**Question: Where do the extra electrons come from when cobalt is stretched, and why does their number rise in steps?**

I am looking at calculated results for hexagonal cobalt at seven volumes, from squeezed to stretched. The ratio c/a of cell height to base edge is the same in all of them, so the crystal only swells, and the shortest distance between atoms grows with it. The last column counts electrons, for a cell of two atoms, that don't belong to the shells the calculation assigns to the atoms.

Hexagonal cobalt (P6_3/mmc, two atoms per cell), computed with Ansatz 0.2.0: PBEsol, scalar-relativistic, collinear spin, PAW, plane waves to 420 eV, 24×24×14 k mesh, Gaussian smearing of 0.1 eV. The last column is the 34 electrons treated per cell minus the Löwdin populations of the 3s, 3p, 4s and 3d shells.

```
volume (Å³/atom)     c/a  shortest distance (Å)  electrons outside these shells (e)
           9.466  1.6160                  2.366                               0.420
           9.762  1.6160                  2.391                               0.430
          10.064  1.6160                  2.415                               0.430
          10.372  1.6160                  2.439                               0.440
          10.686  1.6160                  2.464                               0.440
          11.007  1.6160                  2.488                               0.440
          11.334  1.6160                  2.513                               0.450
```

Two things puzzle me. The count goes up with volume, but it moves, pauses, moves again and then sits still for three rows. Does something happen to the metal at those volumes, such as a change of its magnetic state? And what are these electrons? I took them for the free electrons in the space between the atoms, which would explain why a roomier crystal holds more of them.

**Answer**

Start with what the column leaves out. The calculation treats 17 electrons per cobalt atom and compares their waves with a short list of atomic orbitals: 3s, 3p, 4s and 3d. Whatever those orbitals fail to describe ends up in your column, a little over 0.2 electrons per atom. The list has no 4p orbital. "Outside these shells" therefore means outside a list, and an electron can be outside the list while sitting close to an atom.

A free cobalt atom in its ground state has no 4p electrons, but the metal does have 4p character. The outer 4s orbitals of neighbouring atoms overlap so strongly that they form a broad band of waves running through the crystal. Where such a wave has a crest at an atom, it looks like an s orbital there. Where it passes through zero at an atom, positive on one side and negative on the other, it looks like a p orbital. The occupied waves contain both shapes. The tails of 4s orbitals on neighbouring atoms can imitate some of the p part, but what they can't reproduce has no place in the list. This is a standard source of such a remainder, but not the only one: p character mixed into the 3d states, and any change of shape that the fixed 3d and 4s orbitals can't follow, land in the same column. The shares were not measured, because no 4p orbital was there to measure them with.

Your picture of electrons filling the gaps can be tested. If they formed a gas of fixed density, their number would grow in proportion to the volume. Scaled up from the row at 9.762 Å³ per atom, the count would reach about 0.50 at the largest volume, where the table has 0.45. The remainder grows much more slowly than the room available, so extra space alone doesn't set it.

**Why stretching moves electrons out of 3d**

What matters is a competition between two kinds of states that share one pool of electrons. The 3d orbitals are compact, while the mixed 4s and 4p waves, the sp band, spread through the whole crystal. In a metal both kinds are filled up to one common energy, the Fermi level. If one kind becomes cheaper relative to the other, electrons move over to it.

Squeezing a crystal is expensive for the spread-out waves. Their wavelengths shorten, which raises their kinetic energy, and they are pressed against the inner shells, which they must avoid. The compact 3d orbitals feel this less, so compression tends to push electrons from sp states into 3d states. Stretching works in reverse: the sp band sinks relative to the 3d levels and takes electrons back. This is the usual behaviour of transition metals; the shift of the levels was not itself extracted from these runs.

The shell populations agree with the direction of that argument. They are available for two rows, at 9.762 and 11.007 Å³ per atom. Between them the 3d shell loses 0.035 electrons per atom, while 4s gains 0.022 and the remainder 0.009. Most of what leaves 3d thus appears in the 4s part of the sp band, and your column catches a smaller share. The small rest appears in the inner shells 3s and 3p, which I come back to below. The gains and losses must balance, because the total is fixed; the information lies in which shell loses and which ones gain.

**What magnetism adds**

Cobalt is a ferromagnet, so its electrons of the two spin directions don't fill their states equally. The majority 3d states are almost full, and the minority 3d states have most of the holes. Stretching narrows the 3d band, because neighbouring 3d orbitals overlap less. In a narrower band it costs less kinetic energy to move electrons from one spin to the other, so the exchange interaction can drive the two spins further apart. The magnetic moment indeed grows at every step in volume, from 1.50 to 1.64 μB per atom.

This gives electrons a second reason to leave the minority 3d states. As the spins separate, the minority 3d levels rise in energy. The majority 3d states are almost full and have little room for the electrons that leave, so some of these should end up in sp states instead. Between the same two rows, minority 3d loses 0.075 electrons per atom and majority 3d gains only 0.040. The difference is the net loss from 3d, most of which reappears in the sp states.

The spin of the gains is informative too. The 4s shell gains about 0.011 electrons in each spin, as a general sinking of the sp band would suggest. The remainder is lopsided from the start, about 0.08 majority against 0.13 minority electrons per atom at 9.762 Å³, so it responds to the magnetic 3d states. Its gain is all in the minority spin, about 0.010 electrons per atom, with a slight loss in the majority spin. That would fit rising minority 3d levels that leave more sp character in the occupied minority states, though the 4s shell shows hardly any such preference. I read it as a hint that both causes are at work, but two rows can't prove it.

Nor can the seven rows tell how much each cause contributes, since volume and moment rise together throughout. The neighbouring series that would help most is the same set of cobalt cells with the moment held at one value. The sp band should still sink on stretching, but the growing moment would be gone. Whatever rise survived could then be credited to the volume alone.

For a rough guess about another metal, ask two questions: are there partly filled d states near the Fermi level, and does a magnetic moment grow as the crystal swells? In copper the d band is full and lies below the Fermi level, and there is no moment. I would therefore expect fewer electrons to move between d and sp states than in cobalt, and the direction may reverse, since stretching weakens the mixing that keeps the d count of copper below ten. That is an inference from the mechanism, with no copper calculation here to test it.

**Why the column rises in steps**

Nothing needs to happen to the metal at the pauses. All seven rows are in the same ferromagnetic state, and the moment climbs without a jump, by about 0.03 μB per atom from row to row in the middle of the series and about 0.02 at either end. The steps come from printing a slow rise to the nearest 0.01.

The shell populations give the count with more digits in two rows: 0.4276 at 9.762 Å³ and 0.4446 at 11.007 Å³. Draw a straight line through these two points and read off a row that played no part in setting it, the one at 10.372 Å³:

- The volume has risen by 10.372 − 9.762 = 0.610 Å³, out of 11.007 − 9.762 = 1.245 Å³ between the two points.
- The count should therefore have risen by (0.4446 − 0.4276) × 0.610 / 1.245 ≈ 0.008.
- That gives 0.4276 + 0.008 ≈ 0.436, which prints as 0.44, the value in the table.

The same line gives the printed value in the other four test rows as well. It rises by only about 0.004 from one row to the next, less than half of the smallest printed step. A column like that has to stand still often, and three equal values in a row are no surprise. The agreement doesn't prove that the rise is perfectly straight, only that the pauses need no physical event. A line drawn against the magnetic moment instead of the volume does just as well, which is the earlier ambiguity again.

**How far to trust such a small change**

These populations depend on the orbitals used for the comparison and on how those orbitals overlap. The full inner shells, 3s and 3p, provide a gauge for the shell populations, because their real occupation should hardly change under such modest strain. Between the same two rows their apparent population still rises by 0.005 electrons per atom. Of this, 0.004 is in 3s, and it is expected to be charge that the Löwdin sharing hands back from overlapping orbitals such as the 4s of neighbours. The loss from 3d is more than seven times the gauge. The gauge says nothing about the remainder, though: the sharing only moves electrons among the listed orbitals, while the remainder depends on what those orbitals can describe together.

So the loss from 3d stands out against this gauge, although the more extended shells may drift more than the inner ones. The rise in your column fits a flow towards sp states, but it doesn't require one. As the atoms move apart, neighbouring 4s tails should imitate a p shape less well, which would raise the remainder even if no electron changed band. That could be a large part of a rise of only 0.009 per atom, and these runs don't separate it. It should not be read as a literal amount of charge moving from one place to another.

The trend should not be carried far beyond these volumes either. If the atoms were pulled completely apart, the sp band would break up into atomic levels and the 4p character would have to vanish. Somewhere on the way the remainder should therefore turn round and fall. Within the table there is no sign of that, and between the two detailed rows the remainder even grows by a larger percentage than the 4s population, though by fewer electrons.

If you want to relate the rows to a real piece of cobalt, compare strains rather than absolute volumes. The calculated crystal is free of pressure at about 10.37 Å³ per atom, and PBEsol is known to make magnetic 3d metals such as cobalt somewhat too dense. A row that is stretched in the calculation can therefore have the volume of an unstressed real crystal.

For practical use, don't take the column as a number of conduction electrons. The 4s electrons belong to the same conducting band and are counted elsewhere, and 3d states at the Fermi level take part as well. What the column offers is at most a faint trace of a larger change, which the shell populations show more directly: as cobalt swells, the population assigned to its 3d shell falls by a few hundredths of an electron per atom, most of it reappears in sp states, and the magnetic moment grows.
